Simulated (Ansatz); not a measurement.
**Ligand exchange: CH5NO + C2H8Si2 → CH6OSi + C2H7NSi**

Species: CH5NO `CON`, singlet; C2H8Si2 `C=C[SiH2][SiH3]`, singlet; CH6OSi `CO[SiH3]`, singlet; C2H7NSi `C=C[SiH2]N`, singlet. The partners trade NH2 for SiH3: O–NH2 and Si–SiH3 bonds give way to O–SiH3 and Si–NH2.

Shapes, held fixed at every level: PBE0-D4/def2-TZVP. Flexible molecules stand in one conformer, not always the lowest. Programs: Ansatz 0.2.0. The zero-point and thermal change to 298 K, harmonic and unscaled (PBE0-D4/def2-TZVP), is -0.5 kJ/mol.

```json
{"level": "SPW92/def2-TZVPP", "kind": "LDA", "ΔH(298 K) (kJ/mol)": "-318.5", "less CCSD(T)/CBS estimate": "+35.1", "CPU time (sum over the molecules)": "14 s"}
{"level": "B3LYP-D4/def2-TZVPP", "kind": "global hybrid", "ΔH(298 K) (kJ/mol)": "-341.6", "less CCSD(T)/CBS estimate": "+12.0", "CPU time (sum over the molecules)": "46 s"}
{"level": "r2SCAN0-D4/def2-TZVPP", "kind": "global hybrid", "ΔH(298 K) (kJ/mol)": "-349.2", "less CCSD(T)/CBS estimate": "+4.4", "CPU time (sum over the molecules)": "49 s"}
{"level": "MP2/def2-TZVPP", "kind": "perturbation theory", "ΔH(298 K) (kJ/mol)": "-370.6", "less CCSD(T)/CBS estimate": "-17.0", "CPU time (sum over the molecules)": "–"}
{"level": "CCSD(T)/def2-SVP", "kind": "coupled cluster or CI", "ΔH(298 K) (kJ/mol)": "-314.0", "less CCSD(T)/CBS estimate": "+39.6", "CPU time (sum over the molecules)": "32 s"}
{"level": "CCSD(T)/def2-TZVPP", "kind": "coupled cluster or CI", "ΔH(298 K) (kJ/mol)": "-347.1", "less CCSD(T)/CBS estimate": "+6.5", "CPU time (sum over the molecules)": "12 min"}
{"level": "CCSD(T)/CBS estimate", "kind": "coupled cluster or CI", "ΔH(298 K) (kJ/mol)": "-353.6", "less CCSD(T)/CBS estimate": "0.0", "CPU time (sum over the molecules)": "15 min"}
```

The highest level, CCSD(T)/CBS estimate, gives ΔH(298 K) = -353.6 kJ/mol; the levels span -370.6 to -314.0. The column of differences is taken from that level and isn't an error. No measured value is set beside it here. The CBS estimate extrapolates MP2 from def2-TZVPP and def2-QZVPP and adds CCSD(T) − MP2 in the triple-zeta set, cores frozen. Times are processor times on shared x86 and Arm servers, and rough.

The exchange is strongly exothermic at every level, at -353.6 kJ/mol with the CCSD(T)/CBS estimate. The driving force is the replacement of a weak O–N bond, strained by repulsion between adjacent lone pairs, and a nonpolar Si–Si bond by two strongly polar bonds from silicon to oxygen and nitrogen. The large electronegativity difference gives these new bonds substantial ionic character, and donation from the O and N lone pairs into σ* orbitals on silicon probably adds to their strength. With the number of molecules unchanged, the thermal correction of only -0.5 kJ/mol leaves the preference almost wholly electronic.

Within CCSD(T), going from def2-SVP to def2-TZVPP makes the reaction markedly more exothermic, probably because the small set lacks the polarisation flexibility needed for the Si–O and Si–N bonds. In the same triple-zeta basis, MP2 exaggerates the energy release relative to CCSD(T), so higher-order correlation matters here. The total does not reveal how much of the gain belongs to Si–O and how much to Si–N.
